### One extended chain against six bent ones

The middle carbon of 3-fluoropentane carries fluorine, hydrogen and two ethyl groups. The methyl at the end of each ethyl group has three staggered places: opposite the other ethyl group, opposite fluorine, or opposite hydrogen. Two ends with three places each give nine arrangements. In only one of them do both methyls stand opposite the other ethyl group, so that the carbon chain is extended. In the other eight the chain has at least one gauche bend, a torsion near 60° instead of 180°.

Two of these eight, with both methyls opposite fluorine or both opposite hydrogen, turn the ends of the chain towards each other until the methyls collide. The remaining six form three mirror-image pairs. The contest is therefore one extended shape against six bent ones, and an advantage in energy has to be weighed against a disadvantage in number.

Conformers of 3-fluoropentane in the gas phase, computed with PySCF 2.14.0 and tblite 0.8.0; DFT energies are PBE0-D3(BJ)/pcSseg-1 at GFN2-xTB geometries. Free energies and weights hold for 298.15 K, use quasi-harmonic GFN2-xTB terms and count both images of a mirror pair. The torsions are C1–C2–C3–F and F–C3–C4–C5.

```csv
number,torsions in degrees,point group,mirror pair,GFN2-xTB energy above its lowest (kcal/mol),DFT energy above the lowest (kcal/mol),free energy above the lowest (kcal/mol),weight (%),dipole (D)
1,"(-63,63)",Cs,no,0.000,0.000,0.000,39.40,1.730
2,"(64,-164)",C1,yes,0.070,0.640,0.220,27.40,1.840
3,"(65,68)",C1,yes,0.550,0.620,0.410,19.80,1.740
4,"(174,66)",C1,yes,0.670,0.720,0.660,13.00,1.850
5,"(138,-173)",C1,yes,1.100,2.930,2.770,0.40,1.900
```

Conformer 1 is the extended chain, conformers 2, 3 and 4 are the three bent pairs, and conformer 5 is a colliding arrangement. A sixth conformer, still higher in GFN2-xTB energy, fell outside the energy window of the search and is not listed. The torsions are measured from fluorine, so a value near 60° of either sign means a methyl beside the fluorine atom. Where the table marks a mirror pair, the free energy and the weight already cover both images.

**Why the extended chain is lowest in energy.** Conformers 1 and 3 make the cleanest comparison. Both have their two methyls beside fluorine, but the chain of conformer 3 is bent once, and its DFT energy is 0.62 kcal/mol higher. The established reason is crowding: a gauche bend brings the methyl close to the CH₂ group of the other arm, as in gauche butane. A preference of fluorine for gauche neighbours can't be what separates the two, because they have equally many.

To see what fluorine does, one needs a partner for conformer 3 with the same bend but fewer methyls beside fluorine. Conformer 2 or 4 must be that partner, and the geometry favours conformer 2. Its torsion of −164° from fluorine becomes either 76° or −44° when measured from the other ethyl group, which lies about 120° to one side of fluorine or the other. A methyl opposite fluorine stands between the CH₂ group of the other arm and the small hydrogen atom, so it should give way towards the hydrogen, which widens its angle to the other arm past 60°. That picks 76°, and the same choice of side puts the other methyl of conformer 2 opposite the ethyl group across from it. Conformer 2 is therefore taken here as bent once and, by the same rule applied to its torsion of 174°, conformer 4 as bent twice. The force field that supplied the starting structures fits this reading: it puts conformers 2 and 3 close together and conformer 4 clearly higher.

Conformers 2 and 3 then differ by only 0.02 kcal/mol, which is within the noise of the calculation. With the roles of 2 and 4 exchanged the difference would be 0.10, still small beside the cost of a bend. At the DFT level, a methyl in the bent chain is about as comfortable beside fluorine as opposite to it. GFN2-xTB disagrees and places conformer 3 higher than conformer 2 by 0.48 kcal/mol.

Pentane itself makes a useful neighbour. There the place opposite fluorine becomes one more place opposite hydrogen, and the four arrangements with a single bend are equivalent. Fluorine splits these four into two pairs, conformers 2 and 3, but in the DFT energies it hardly separates them. If that holds, 3-fluoropentane should choose its shape much as the plain hydrocarbon does.

**The second bend.** If bends simply added, conformer 4 should lie well above the other two pairs. Taking the cost of a bend from conformer 3 and the small effect of fluorine from conformer 2 gives 1.26 kcal/mol for it. The computed energy, which was not used in setting these costs, is only 0.72. At the DFT level a second bend in the same sense is thus almost free. The ends of the compact chain may attract each other, or the small basis set may flatter the compact shape; no calculation here separates the two. GFN2-xTB finds the costs nearly additive, with 0.62 kcal/mol estimated and 0.67 computed, so the saving itself is uncertain.

Bends in opposite senses are another matter. Conformer 5 also has two, yet in the DFT energies it lies 2.21 kcal/mol above conformer 4; GFN2-xTB makes the difference only 0.43. This is the syn-pentane clash, in which the two methyls are pushed into the same space. The molecule escapes part of it by twisting: one torsion is 138° where an ideal staggered form would have 180°. The twist destroys the mirror plane, which is why this conformer, too, is a pair.

**From energy to population.** The three bent pairs lie on average 0.66 kcal/mol above the extended chain. Let $R$ be the gas constant and $T$ the temperature; at room temperature $RT$ is 0.59 kcal/mol. If the six bent shapes differed from the extended one in energy alone, the ratio of their populations would be

$$\frac{p_\text{bent}}{p_\text{extended}} \approx 6\,e^{-0.66/0.59} \approx 2.0 .$$

About two thirds of the molecules would then be bent. The weights in the table put the share of all bent forms at 60.6%, a little lower, mainly because vibrations and rotation raise the free energies of conformers 3 and 4. The estimate takes its energies from the table, so what it tests is the counting, and the counting carries most of the result. The extended chain is the most stable single shape, but a molecule picked at random is more likely to be bent.

The same counting explains why conformer 2 comes so close to conformer 1. Having two images lowers the free energy of a pair by $RT\ln 2$, or 0.41 kcal/mol. This turns an energy gap of 0.64 into a free-energy gap of 0.22. Each image of conformer 2 on its own has a weight of 13.7%, about a third of that of the extended chain.

**How safe the order is.** Two questions have to be kept apart. That the extended chain has the lowest energy is fairly safe: the gap of 0.62 kcal/mol to the next conformer is larger than the errors of a few tenths that are common for conformer energies at this level (a rough, recalled figure). GFN2-xTB also puts this conformer lowest, though only just. That it leads in population is much less safe. A systematic error of 0.22 kcal/mol in favour of conformer 1, well within that range, would be enough to hide a tie with conformer 2. In the same way, a slightly larger error in favour of all the bent forms would be enough to give them a false majority.

The cheaper method shows what such a shift does. GFN2-xTB places conformer 2 only 0.07 kcal/mol above conformer 1. With its energies in place of the DFT ones, and the thermal terms unchanged, conformer 2 takes the lead with 46%, and the extended chain falls to 25%. DFT is the better founded of the two levels, but its energies were computed at GFN2-xTB geometries and with a small basis set. Such a basis tends to flatter compact shapes, so a larger one might well move the balance further towards the extended chain; that remains to be tested.

The order among the bent pairs is weaker still. Conformers 2 and 3 are level in DFT energy, and conformer 4 is only about 0.1 kcal/mol higher. Their weights of 27.4, 19.8 and 13.0% differ mainly through the GFN2-xTB thermal terms. It is sounder to treat the three as one group than to rank them.

**What would reverse it.** Temperature is the obvious lever, because the advantage of number grows with $T$ while the energy gap stays nearly fixed. Heating favours the bent forms. If only the energy gap and the mirror-image term are kept, conformer 2 as a pair draws level with conformer 1 near 460 K. Cooling works the other way: at 200 K, with the thermal terms held at their room-temperature values, the bent forms drop to about 44%, and the extended chain has the majority. Both figures are rough, since the thermal terms themselves change with temperature.

A solvent is a weaker lever as far as its general polarity goes. The dipoles of all five conformers lie between 1.73 and 1.90 D, so a polar liquid would stabilise them almost equally.

For practical use, an energy gap should be corrected for number before it is read as a population. At room temperature each mirror pair is credited with 0.41 kcal/mol against a single shape, and the order is trusted only if clearly more than a few tenths remain. Here conformers 2, 3 and 4 keep between 0.2 and 0.3, too little for a firm ranking against the extended chain. Conformer 5 keeps about 2.5, and GFN2-xTB also puts it last of the five, so its place is much safer than the size of its gap.
